Bulk MoS₂ consists of slabs, each a sheet of molybdenum between two sheets of sulfur, stacked along c with a gap between them. In the series below the cell is scaled up in steps while its shape stays fixed. The ion positions were relaxed with a different functional, r2SCAN-rVV10, and PBE then supplied the stresses. A positive stress means that the crystal pushes outward against its cell, and 1 GPa is ten thousand bar.

Bulk MoS₂ calculated with Ansatz 0.2.0 using PBE, PAW potentials and plane waves, without spin polarisation or spin–orbit coupling (cutoff 420 eV, k mesh 12×12×2, Fermi–Dirac smearing 0.02 eV). The ion positions in each cell were relaxed with r2SCAN-rVV10 and held fixed for the PBE stresses. Pressure and stress are positive in compression; zz is along c.

| volume (Å³/atom) | c/a | shortest distance (Å) | pressure (GPa) | stress xx (GPa) | stress zz (GPa) |
| --- | --- | --- | --- | --- | --- |
| 15.989 | 3.9193 | 2.370 | 13.990 | 16.610 | 8.730 |
| 16.494 | 3.9193 | 2.379 | 10.500 | 12.310 | 6.880 |
| 17.009 | 3.9192 | 2.387 | 7.440 | 8.460 | 5.400 |
| 17.535 | 3.9192 | 2.395 | 4.770 | 5.020 | 4.260 |
| 18.072 | 3.9193 | 2.403 | 2.390 | 1.930 | 3.320 |
| 18.619 | 3.9192 | 2.412 | 0.320 | -0.840 | 2.640 |
| 19.178 | 3.9192 | 2.420 | -1.540 | -3.340 | 2.050 |
| 19.748 | 3.9193 | 2.429 | -3.170 | -5.570 | 1.620 |
| 20.328 | 3.9193 | 2.438 | -4.620 | -7.570 | 1.300 |

### 1. Does the crystal push harder within its layers or across them?

It depends on how far the cell has been squeezed. In the smallest cell the in-plane stress (stress xx, the same in both in-plane directions by symmetry) is 16.6 GPa, about twice the stress along c (stress zz). In the largest cell the in-plane stress has become a tension of 7.6 GPa, while the stress along c is still a push. The two are equal near 17.7 Å³ per atom, by interpolation between neighbouring rows.

Over the whole series the in-plane stress falls about three times as much as the stress along c, although both directions are stretched by the same percentage. The crystal is therefore stiff within its layers and soft across them.

### 2. The row at 18.619 has a pressure of only 0.32 GPa. Is that cell nearly free of stress?

No. The printed pressure is the mean of three stresses, two in the plane and one along c. In this row they are −0.84, −0.84 and +2.64 GPa, and the small mean is what remains when a pull and a push cancel.

If this cell were released, the layers would tend to contract in the plane and to move apart along c, so c/a would rise. In a cubic crystal such as silicon, symmetry makes the three stresses equal under uniform scaling, and one pressure describes the load completely. In a layered crystal of fixed shape it does not. The practical rule is to read the separate stresses before calling a cell relaxed.

### 3. Why does the same percentage of stretch cost so much less along c?

The geometry shows where the stretch goes. Each sulfur sits above or below the centre of a triangle of molybdenum atoms, at a sideways distance a/√3 from each of them, where a is the in-plane edge. The Mo–S distance (the shortest distance in the table) then gives the height of the sulfur above the molybdenum sheet by Pythagoras. Twice that height is the slab thickness, and the rest of c/2 is the gap between facing sulfur sheets.

From the smallest to the largest cell the edges grow by 8.3%, but the Mo–S distance grows by only 2.9%. The bonds resist stretching and tilt towards the plane instead, so the slab becomes 0.135 Å thinner. The gap widens by 0.63 Å, which is more than the whole growth of c/2.

In the plane there is no such gap to open. Widening the sheet stretches Mo–S bonds and bends the angles between them, throughout a connected covalent network. Along c the stretch is taken up where no covalent bonds cross. That this difference in bonding causes the difference in stiffness is standard chemistry; the series itself always changes both directions together and cannot separate their effects.

The contrast also grows as the cell expands. In the first step the in-plane stress falls a little over twice as much as the stress along c, and in the last step about six times as much. The resistance of the gap fades faster than that of the bonds, and question 5 shows how fast.

### 4. Is the printed pressure the slope of the energy curve?

One would hope so, since pressure is defined as minus the change of energy with volume. Here the two disagree by about 0.6 GPa (root mean square over the eight steps between rows), and the pressure is always the higher one.

The reason lies in the sulfur positions. The printed stress describes a deformation in which every atom moves in proportion to the cell. Along this series the sulfur atoms do not move like that, because the slab thins while the cell grows. The shift would cost no energy to first order if the forces on the atoms were zero. PBE, however, leaves a force of roughly 0.1 to 0.2 eV/Å on each sulfur, because the positions come from another functional.

The step from 18.072 to 18.619 shows the size of the effect:

- Half the slab thickness is 1.555 Å at the start. Scaled by 1% with the cell it would become 1.571 Å, but it is 1.547 Å. Taken before rounding, each sulfur ends 0.023 Å closer to the molybdenum sheet than scaling would put it.
- The mean force on each sulfur is 0.107 eV/Å, directed away from the molybdenum. Moving the four sulfur atoms of the cell inward against it costs 4 × 0.107 × 0.023 ≈ 0.0098 eV.
- The six-atom cell grows by 6 × (18.619 − 18.072) = 3.28 Å³. The cost is therefore 0.0030 eV/Å³, or 0.48 GPa.
- The mean printed pressure of the two rows is 1.36 GPa. Less 0.48 GPa this gives 0.88 GPa, against 0.83 GPa from the energies.

This estimate contains no adjustable constant. Over all eight steps the same correction reduces the disagreement from 0.6 to 0.04 GPa. The outward direction of the force was inferred from this comparison, since the opposite direction would double the disagreement instead of removing it.

Graphite makes a useful contrast. Its sheets are one atom thick and symmetry fixes the carbon positions, so uniform scaling leaves no internal shift of this kind. MoS₂ has a slab thickness that can adjust, and it must be relaxed with the same functional that supplies the stress.

### 5. How quickly does the push between the layers fade?

The stress along c mixes two things, the push across the gap and the push inside the slab. It is their average, weighted by the share of c/2 that each region occupies. The leftover force on the sulfur, divided by the area of the cell in the plane, is the difference between them. Two relations for two unknowns give the push across the gap alone. In the row at 18.619 it is 1.7 GPa out of the 2.64 GPa printed for stress zz.

Over the series this push falls about tenfold, from 6.8 to 0.7 GPa, while the gap widens by 0.63 Å. A steep fall of this kind is expected of repulsion between closed electron shells. The electron density outside a sheet dies off roughly exponentially, and so does the overlap between facing sheets.

A straight line fitted by least squares to the logarithm of the push against the gap width, with all nine rows, gives a decay length of 0.28 Å. As a working rule, the push halves for every 0.2 Å of extra gap. The line misses the pushes by about 2% (root mean square), whereas a power law in the gap width, fitted in the same way, misses by about 4%.

The exponential is not exact either. The push falls by 23% in the first step and by 27% in the last, although the gap opens by nearly the same amount. A weak attraction hidden beneath the repulsion would act in this direction, but that is a guess. The in-plane edges grow at the same time, so the decay length belongs to this way of stretching the crystal and is not a property of the gap alone.

### 6. What would change if the functional included dispersion?

Dispersion is the long-range attraction that holds such layers together, and PBE does not contain it. That is the main reason why the layers still push each other apart in the largest cell, with a gap of 3.4 Å. Adding dispersion would lower the stress along c.

The series gives a scale for the missing pull. The row at 18.072 is the cell taken from r2SCAN-rVV10, which does include dispersion. There PBE leaves a push of 2.3 GPa across the gap, and an added attraction would have to supply that much to balance it at this spacing.

If it did, the wider cells should change sign. Between that row and the largest cell the repulsion falls to less than a third, while dispersion fades more slowly with distance. The push across the gap should then turn into a pull, as in any bound stack that is drawn apart. This follows from theory; no row here was calculated with dispersion added to PBE.

### 7. Which digits can be trusted, and what should be done before fitting an equation of state?

The answer depends on the use. The third decimal of the pressures and stresses is always zero because the values were rounded to two decimals, so it carries no information. For atoms held exactly where they are in each row, the mean pressure is good to a few hundredths of a GPa. That is how closely pressures and energies agree once the sulfur forces are counted, and rounding of the Mo–S distance alone brings in errors of this size. The comparison tests only the mean of the three stresses, not each one. An error shared by energy and stress, for instance from the k mesh or the potentials, would not show up in it either.

For the real crystal the uncertainty is far larger. The borrowed sulfur positions shift the pressure by several tenths of a GPa, and the missing dispersion matters at the level of 2 GPa along c. The second decimal of stress zz is therefore useful at most for comparing rows of this series, and says nothing about the real crystal.

The choice of balance point shows what this means in practice. By interpolation, the in-plane stress vanishes at 18.45 Å³ per atom, the energy is lowest at 18.59 and the mean pressure vanishes at 18.72. All three describe the same calculations, and none is the relaxed PBE crystal, because neither the ions nor c/a were allowed to settle in PBE.

For a usable equation of state, first choose a treatment that includes dispersion. Then relax the ions and c/a at each volume with that same treatment. Before fitting, check that the forces vanish and that the stresses along a and c agree. Energies and pressures should then lead to the same curve, and any difference that remains points to the numerical settings.
